\section*{Rigid motions of a molecular instanton: six isotopic versions of H + CH$_4$}

A tunnelling orbit in a molecule can be translated and rotated as a whole at no cost in action. Today I want to treat those motions properly, count how many equivalent orbits there are, and see what the resulting factors do across six isotopic versions of the abstraction H + CH$_4$ $\to$ H$_2$ + CH$_3$.

\subsection*{Conventions}

I use $\beta=1/k_BT$, $N$ beads and $\beta_N=\beta/N$. Atom $a$ of bead $i$ sits at $\mathbf r_{ia}$, with mass-weighted coordinate $\mathbf q_{ia}=\sqrt{m_a}\,\mathbf r_{ia}$. The nuclei are labelled at first, and the potential $V$ is zero at the separated reactants. The discretised partition function is
\begin{equation}
Q=\int\prod_{\alpha}\frac{dq_\alpha}{\sqrt{2\pi\beta_N\hbar^2}}\;e^{-\beta_NU_N},\qquad
U_N=\sum_{i=1}^{N}\left[\frac{|\mathbf q_{i+1}-\mathbf q_i|^2}{2\beta_N^2\hbar^2}+V(\mathbf q_i)\right],
\label{ring}
\end{equation}
with cyclic bead indices and $\alpha$ running over all Cartesian components of all atoms and beads. The instanton is a first-order saddle of $U_N$ that runs from one turning point to the other and back along the same track. I take the usual premise of the theory below the crossover temperature as given: the rate times the reactant partition function is $(2/\beta\hbar)\,\mathrm{Im}\,Q$, evaluated by steepest descent.

A normal mode of the Hessian of $U_N$ with eigenvalue $\eta_k^2>0$ contributes $1/(\beta_N\hbar\eta_k)$. The single negative mode contributes $i/(2\beta_N\hbar|\eta_k|)$, the half coming from the half contour. The shift in imaginary time is a zero mode as $N\to\infty$. A shift by one bead has length $\sqrt{B_N}$ with $B_N=\sum_i|\mathbf q_{i+1}-\mathbf q_i|^2$, there are $N$ such shifts in a period, and the mode gives $N\sqrt{B_N/2\pi\beta_N\hbar^2}$. For any zero mode the rule is the same: measure the mass-weighted length it sweeps out and divide by $\sqrt{2\pi\beta_N\hbar^2}$.

\subsection*{Six further zero modes}

For a nonlinear molecule in free space $U_N$ is unchanged when all beads are translated or rotated together, and this holds exactly at every $N$. Moving everything by $\delta\mathbf R$ sweeps a squared length $NM|\delta\mathbf R|^2$, where $M$ is the total mass, so per unit volume
\begin{equation}
q_{\rm tr}=\left(\frac{NM}{2\pi\beta_N\hbar^2}\right)^{3/2}=N^3\left(\frac{M}{2\pi\beta\hbar^2}\right)^{3/2}.
\label{tr}
\end{equation}
Rotating everything by a small angle vector $\delta\boldsymbol\omega$ about the centre of mass of the ring sweeps $\sum_{ia}m_a|\delta\boldsymbol\omega\times\mathbf r_{ia}|^2=\delta\boldsymbol\omega^{T}\mathsf I\,\delta\boldsymbol\omega$ with
\begin{equation}
\mathsf I=\sum_{i=1}^{N}\sum_a m_a\left(|\mathbf r_{ia}|^2\,\mathsf 1-\mathbf r_{ia}\mathbf r_{ia}^{T}\right)=N\,\bar{\mathsf I}.
\end{equation}
In Euler angles the volume element is $\sqrt{\det\mathsf I}\,\sin\vartheta\,d\vartheta\,d\varphi\,d\chi$, and the angles integrate to $8\pi^2$. Since $8\pi^2/(2\pi)^{3/2}=\sqrt{8\pi}$,
\begin{equation}
q_{\rm rot}=\sqrt{\frac{8\pi\det\mathsf I}{(\beta_N\hbar^2)^3}}=N^3\sqrt{\frac{8\pi\det\bar{\mathsf I}}{(\beta\hbar^2)^3}}.
\label{rot}
\end{equation}
Apart from $N^3$, these are the classical translational and rigid-rotor partition functions of a body with the bead-averaged inertia tensor $\bar{\mathsf I}$.

\emph{Question: You multiply the seven zero-mode factors. Are the modes orthogonal?}

They are. Translation and rotation are orthogonal because the origin is the centre of mass. The overlap of the time shift with a translation is a sum of bead differences round a closed ring, which telescopes to zero. Its overlap with a rotation is the angular momentum summed round the ring, and since the orbit retraces itself the outward and return halves cancel. One more fact helps in practice. Sum the stationarity condition over the atoms of a bead: the forces from $V$ cancel, the second difference of the bead centres of mass vanishes, and periodicity then puts all of them at one point.

\emph{Question: Why is it the sum of the tensors, and not a rotor factor for each bead?}

Because of the springs. Turning one bead against its neighbours stretches them, so that motion has a nonzero $\eta_k$ and belongs to the fluctuation product. Only the common rotation is free.

\subsection*{Where the powers of $N$ go}

Equations (\ref{tr}) and (\ref{rot}) carry $N^6$ at the instanton. The reactants carry $N^3$ for the atom and $N^6$ for methane. The visible powers therefore leave $N^{6-9}=N^{-3}$ and do not cancel between numerator and denominator by themselves. Each one cancels inside its own partition function, against the product over the nonzero modes.

Take a free coordinate. Its ring modes have $\beta_N\hbar\eta_k=2\sin(k\pi/N)$, and
\begin{equation}
\prod_{k=1}^{N-1}2\sin\frac{k\pi}{N}=N,
\end{equation}
which follows from evaluating $(z^N-1)/(z-1)=\prod_{k=1}^{N-1}(z-e^{2\pi ik/N})$ at $z=1$ and taking the modulus. The hydrogen atom thus has $q_{\rm tr}/N^3$, the exact free-particle result.

For the instanton the modes are mixed, and we need a general argument. The matrix $\beta_N^2\hbar^2\nabla^2U_N$ is cyclic block-tridiagonal with blocks $-\mathsf 1$ off the diagonal, and its determinant equals $\pm\det(\mathsf M_N-\mathsf 1)$, where $\mathsf M_N$ is the product of the bead-to-bead transfer matrices. Add $\epsilon^2$ to every eigenvalue $\eta_k^2$. Then $\mathsf M_N$ converges to the monodromy matrix of a linear differential equation over the time $\beta\hbar$, so the determinant has a limit free of $N$, which for $z$ zero modes behaves as $D^2(\beta\hbar\epsilon)^{2z}$ in magnitude at small $\epsilon$. Written in eigenvalues it is $(\beta_N\hbar\epsilon)^{2z}$ times the square of the product over nonzero modes. Hence
\begin{equation}
{\prod_k}'\beta_N\hbar|\eta_k|\;\to\;N^{z}D .
\end{equation}
At the instanton $z=7$, and $N^7$ meets $N^3\cdot N^3\cdot N$ from the seven zero-mode factors. The square root in the time-shift factor is finite, because $B_N/\beta_N\hbar\to W=\oint|\dot{\mathbf q}|^2d\tau$. For methane $z=6$ and $D_r=\prod_{j=1}^{9}2\sinh(\beta\hbar\omega_j/2)$ over its nine harmonic frequencies. With $S=\beta_N\hbar U_N$ at the instanton, the bimolecular rate constant in m$^3$\,s$^{-1}$ is
\begin{equation}
k=\mathcal F\;\frac{1}{\beta\hbar}\sqrt{\frac{W}{2\pi\hbar}}\;\frac{D_r}{D^{\ddagger}}\,e^{-S/\hbar},\qquad
\mathcal F=n\,\Lambda_\mu^3\,\mathcal R,
\label{rate}
\end{equation}
\begin{equation}
\Lambda_\mu^3=\left(\frac{2\pi\beta\hbar^2}{\mu}\right)^{3/2},\qquad
\mathcal R=\sqrt{\frac{\det\bar{\mathsf I}^{\ddagger}}{\det\mathsf I_r}} .
\end{equation}
Here $\mu=m_aM_r/(m_a+M_r)$ is the reduced mass of the attacking atom and methane, which is what the three translational factors leave, and $n$ counts orbits. The electronic degeneracy is two for the atom and two for the complex, and drops out. The volume $\mathcal F$ is our subject.

\emph{Question: If I code this at finite $N$, can I take the textbook reactant partition function?}

You can, provided the instanton side keeps all its powers of $N$, since each side is finite separately. It is better to treat the reactants as collapsed rings with the same $N$, because a stiff mode then has $2\sinh[N\,\mathrm{arsinh}(\beta_N\hbar\omega/2)]$ on both sides and the discretisation errors of the spectator bonds largely cancel. What you must not do is drop $N^6$ above and $N^9$ below while keeping both fluctuation products.

\subsection*{Counting orbits}

Permute the five identical hydrogens in all $5!=120$ ways. A permutation that can be undone by a proper rotation gives nothing new, because the rotation has already been integrated over. A structure with rotational symmetry number $\sigma$ thus has $120/\sigma$ labelled versions, and twice that if it is chiral. Methane has $\sigma_r=12$, which gives 10 reactant valleys. For the instanton we integrated over rotations of the whole ring and over time shifts. So $\sigma^{\ddagger}$ counts the proper rotations that map the whole orbit onto a relabelled copy of itself, with a cyclic shift of the beads allowed. An abstraction orbit that keeps its threefold axis throughout has $\sigma^{\ddagger}=3$, there are 40 such orbits, and each valley has $n=4$. In general
\begin{equation}
n=g\,\frac{\sigma_r}{\sigma^{\ddagger}}\,\frac{\chi^{\ddagger}}{\chi_r},
\end{equation}
with $\chi=2$ for a chiral object and 1 otherwise, and $g$ the number of ends of the orbit that open into a reactant valley, counted among the relabelled copies of the reactants.

\emph{Question: When does the whole orbit differ from a single bead, or from the saddle point?}

It can be more symmetric than its beads. Take the exchange channel, where the atom attacks carbon from behind and expels the opposite hydrogen through a $D_{3h}$ saddle. A general bead has only $C_{3v}$ symmetry, but a perpendicular twofold rotation combined with a shift by half a period restores the orbit, so $\sigma^{\ddagger}=6$ and there are 20 orbits. Both ends are H + CH$_4$, so $g=2$ and $n=2\cdot12/6=4$ exchange paths per valley. For D + CH$_4$ the twofold axis is lost, $g=1$, and $n=12/3=4$ again, as it must be for four bonds. The orbit can also be less symmetric than the saddle. If on cooling the axial abstraction orbit became unstable to bending, a bent orbit with a mirror plane would have $\sigma^{\ddagger}=1$ and $n=12$, and one with no symmetry $n=24$. Close to such a bifurcation a fluctuation eigenvalue passes through zero and the Gaussian treatment itself fails.

Isotopes redistribute the four paths. CH$_3$D has $\sigma_r=3$: loss of D keeps the axis and has $n=1$, loss of H has $\sigma^{\ddagger}=1$ and $n=3$. CH$_2$D$_2$ has $\sigma_r=2$ and splits $2+2$. CHD$_3$ gives 1 for H and 3 for D.

\subsection*{A model orbit}

I now need geometries, and I will assume them. The masses are 1.008\,u, 2.014\,u and 12\,u for H, D and C. Methane is a regular tetrahedron with a typical bond length $d=109$\,pm. On the orbit the methyl group is rigid, with the same $d$ and an angle $\theta=103^\circ$ to the breaking bond, typical of the saddle region. Typical saddle distances are 140\,pm for the breaking bond and 90\,pm for the forming bond. For the orbit I take, with $\phi_i=2\pi i/N$,
\begin{equation}
r_1=a_1-b_1\cos\phi_i,\qquad r_2=a_2+b_2\cos\phi_i,
\end{equation}
for the breaking and forming bonds, with illustrative values $a_1=135$, $b_1=20$, $a_2=105$ and $b_2=25$\,pm. This track cuts the corner, as light-atom transfer orbits do. The temperature is 200\,K. An approximate barrier wavenumber $\tilde\nu=1.4\times10^{5}$\,m$^{-1}$ gives a crossover temperature $hc\tilde\nu/2\pi k_B=3.2\times10^{2}$\,K. No mass grows by more than $m_D/m_H$ on deuteration, so by the Rayleigh quotient the barrier frequency falls by at most the square root of that ratio, and the crossover stays above about $2.3\times10^{2}$\,K. All six systems are in the instanton regime.

I keep to channels with a threefold axis. Call the masses $m_a$ (attacking), $m_b$ (transferred) and $m_c$ (each of three spectators). With carbon at the origin the axial positions are $z_b=r_1$, $z_a=r_1+r_2$ and $z_c=d\cos\theta$. The mean of $\cos\phi_i$ vanishes and that of $\cos^2\phi_i$ is $1/2$ for $N\ge3$, so
\begin{equation}
\bar I_\perp=I_\perp(a_1,a_2)+\frac12\left[m_bb_1^2+m_a(b_2-b_1)^2-\frac{\big(m_a(b_2-b_1)-m_bb_1\big)^2}{M}\right],
\label{avg}
\end{equation}
\begin{equation}
I_\perp(r_1,r_2)=\tfrac32m_cd^2\sin^2\theta+\sum_am_az_a^2-\frac{1}{M}\Big(\sum_am_az_a\Big)^2,
\end{equation}
where the sums run over all six atoms. For the reactant, $I_{\perp r}=d^2\left[\tfrac53m_c+m_b-(m_b-m_c)^2/M_r\right]$. The axial moments are $3m_cd^2\sin^2\theta$ and $\tfrac83m_cd^2$. Their ratio, $\tfrac98\sin^2\theta=1.068$, contains no mass, and
\begin{equation}
\mathcal R=1.033\,\bar I_\perp/I_{\perp r}.
\end{equation}

The table lists the model's values. $\Lambda_\mu^3$ and $\mathcal F$ are in $10^{-30}$\,m$^3$, moments in $10^{-47}$\,kg\,m$^2$. The column $f$ is $\mathcal F/n$ relative to the first row, and $s$ is $\bar I_\perp$ divided by $I_\perp$ at the saddle geometry. The dash marks the bond that breaks.

\begin{center}
\begin{tabular}{lcccccccc}
\hline
channel & $\sigma_r/\sigma^{\ddagger}$ & $\Lambda_\mu^3$ & $I_{\perp r}$ & $\bar I_\perp$ & $\mathcal R$ & $\mathcal F$ & $f$ & $s$\\
\hline
H + H--CH$_3$ & 12/3 & 2.04 & 5.30 & 15.0 & 2.92 & 24 & 1 & 1.04\\
D + H--CH$_3$ & 12/3 & 0.786 & 5.30 & 22.7 & 4.43 & 14 & 0.59 & 1.06\\
H + D--CH$_3$ & 3/3 & 2.03 & 7.17 & 17.2 & 2.47 & 5.0 & 0.84 & 1.02\\
H + H--CD$_3$ & 3/3 & 2.01 & 8.51 & 18.6 & 2.25 & 4.5 & 0.76 & 1.03\\
H + D--CD$_3$ & 12/3 & 2.00 & 10.6 & 21.0 & 2.05 & 16 & 0.69 & 1.02\\
D + D--CD$_3$ & 12/3 & 0.760 & 10.6 & 28.9 & 2.82 & 8.6 & 0.36 & 1.04\\
\hline
\end{tabular}
\end{center}

\subsection*{Reading the trend from the formula}

The largest single jump in $\mathcal F$ is the integer, four against one. It is exact as long as the orbit keeps its axis. The column $f$ removes it, and there every deuteration lowers the factor. The reason is one identity, the parallel-axis split of each bead into the attacking atom and the distorted methane fragment:
\begin{equation}
\bar I_\perp=\bar I_{\rm frag}+\mu\,\overline{L^2},
\label{split}
\end{equation}
where $L$ is the distance from the attacking atom to the centre of mass of the fragment. In the first row the root-mean-square $L$ is 236\,pm, and the second term makes up a share $x=0.59$ of $\bar I_\perp$.

Deuterate the attacking atom. The reduced mass grows by 1.89, so $\Lambda_\mu^3$ falls to 0.386 of its value. The fragment and $L$ are untouched, so $\mathcal R$ grows by $1+x(\mu'/\mu-1)=1.52$, and the product is the 0.59 of the table. The two limits are instructive. For $x\to0$ rotation gives nothing back and $f$ would be 0.386. For $x\to1$ we would have $f=(\mu'/\mu)^{-1/2}=0.73$, and that is collision theory: a linear rotor of moment $\mu L^2$ gives
\begin{equation}
\frac{k_BT}{h}\,\Lambda_\mu^3\,\frac{2\mu L^2k_BT}{\hbar^2}=\pi L^2\sqrt{\frac{8k_BT}{\pi\mu}},
\end{equation}
cross-section times mean relative speed. Our complex lies between the limits.

Now deuterate methane. The reduced mass is pinned near the mass of the light attacker, and $\Lambda_\mu^3$ moves only from 2.04 to 2.00. The effect is rotational. The reactant moment is made of the substituted atoms alone, while in the complex the term $\mu\overline{L^2}$ hardly notices the substitution and dilutes it. For three spectator deuteriums $I_{\perp r}$ grows by 1.60 and $\bar I_\perp$ by only 1.24. For the transferred atom the factors are 1.35 and 1.15. The effects do not simply multiply. With CD$_4$ the share $x$ has dropped to 0.41, rotation gives back less when the attacker is deuterated, and the step from row five to row six is 0.52 against the 0.59 found for CH$_4$.

\emph{Question: The column $s$ is within six per cent of one. Does delocalisation matter at all?}

Little, for this factor. In the first row the bracket in equation (\ref{avg}), the spread of the beads, supplies 0.2 per cent of $\bar I_\perp$. The shift of the mean geometry away from the saddle supplies 3.7 per cent. Moments of inertia are quadratic in distances of one to two hundred picometres, and the beads move by twenty. The column follows equation (\ref{split}): $s$ is largest for D + CH$_4$, where the outward shift of the attacker carries most weight, and smallest when D is transferred, because that atom's mean position moves inward from 140 to 135\,pm and compensates.

\emph{Question: You used one orbit for all six systems. How much does that hide?}

The true orbit depends on the masses. A channel that transfers D is closer to its crossover, and its orbit is shorter. At the crossover the ring collapses onto the saddle and $s=1$, so $s-1$, two to six per cent, is the size of what the common orbit may misplace. That rivals the differences among the values of $s$, which should be read as a tendency only. It is small against the range of $f$, from 1 to 0.36, and it is why $\mathcal F$ and $f$ carry two figures. Freezing the umbrella costs less. Opening $\theta$ to $106^\circ$ in the first row multiplies $\mathcal R$ by 0.998, since the axial moment falls while the perpendicular one rises.

\emph{Question: Equation (\ref{rot}) is a classical rotor. Methane is light. Is that safe, and is division by $\sigma$ safe?}

The rotational temperature of the model's methane is $\Theta=\hbar^2/2I_{\perp r}k_B=7.59$\,K. The quantum sum $\sum_J(2J+1)^2e^{-\Theta J(J+1)/T}$ exceeds the classical $\sqrt\pi\,(T/\Theta)^{3/2}$ by the factor $e^{\Theta/4T}$, which is 1.0 per cent at 200\,K. That is a quarter of the orbit effect in the first row, and it lies beyond leading-order steepest descent. As for $\sigma$, exchange symmetry adds paths that close on a permuted copy, reached by rotating through an angle $\gamma$ within the time $\beta\hbar$. Their weight is governed by $\exp(-I\gamma^2/2\beta\hbar^2)=\exp(-\gamma^2T/4\Theta)$. For the smallest angle, $2\pi/3$, the exponent is $-29$. With the nuclear-spin states equilibrated, the symmetry number is then all that survives of the statistics.

\emph{Question: Can I read kinetic isotope effects from the table?}

No. The table holds one factor of equation (\ref{rate}). The action $S$, the quantity $W$ and the ratio $D_r/D^{\ddagger}$ depend on the masses too, and $S$ and the zero-point energies inside the $D$ enter through exponentials. The numbers are the model's, resting on an assumed orbit. What carries over to the real reaction is the structure and the sensitivity: in the first row $\partial\ln\mathcal R/\partial\bar L=2\mu\bar L/\bar I_\perp$ is 0.5 per cent per picometre, so an optimised orbit whose attacking atom sits 10\,pm further out on average would raise $\mathcal F$ by 5 per cent, while a miscounted $\sigma^{\ddagger}$ would change it by an integer factor.